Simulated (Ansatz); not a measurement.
Cu3Pt: pressure against volume per atom

Results calculated with Ansatz 0.2.0, not measured. Periodic Kohn-Sham DFT of a crystal at fixed atoms; pressure and stress are positive in compression; the energy is the free energy less that of spherical unpolarised free atoms; site moments are those in the method's own spheres, positive along +z.

Cell of the first row (space group Pm-3m, No. 221):
```
Cu3Pt
1.0
      3.6343     0.0000     0.0000
      0.0000     3.6343     0.0000
      0.0000     0.0000     3.6343
Cu Pt
3 1
Direct
  0.00000 0.50000 0.50000
  0.50000 0.00000 0.50000
  0.50000 0.50000 0.00000
  0.00000 0.00000 0.00000
```

Settings of every row: method frozen-core PAW; functional LDA; relativity scalar; k mesh 9x9x9; filling fermi-dirac; smearing width 0.05 eV; wave cutoff 420 eV; paw set soft_2.

Atom start moment: 0 on all atoms.

Limits: PAW files made with PBE; no spin-orbit coupling on heavy atoms.

| row | volume per atom (Å³) | pressure (GPa) |
| --- | --- | --- |
| 1 | 12 | -0.778 |
| 2 | 12.511 | ? |
| 3 | 12.766 | -12.089 |
| 4 | 12.894 | -13.575 |
| 5 | 13.277 | -17.486 |

Question: what pressure should row 2 give?

Worked fit of pressure. Take u = (V_r/V)^(2/3) − 1 with V_r = 12.83 Å³ an atom, which is twice the finite (Eulerian) strain; such expansions in the strain, on which the Birch-Murnaghan equation of state is built, carry the rest volume and the bulk modulus. The shown rows have u = 0.0456, 0.00334, -0.00331, -0.02257. Least squares give pressure = −12.8454 + 225.118 × u + 866.49 × u² GPa; a straight line predicts inner rows, each left out in turn, worse (root mean square 0.58 against 0.012 GPa). The rows lie off it by 0.000, -0.005, 0.006, -0.001 (root mean square 0.0039 GPa). The withheld row has u = 0.01693, so the fit gives −12.8454 + 225.118 × (0.01693) + 866.49 × (0.01693)² = -8.786 GPa.

The calculation gave -8.8 GPa. The fit lies 0.014 GPa (0.084 % of the column's range) above it; its largest miss of a shown row is 0.006 GPa.
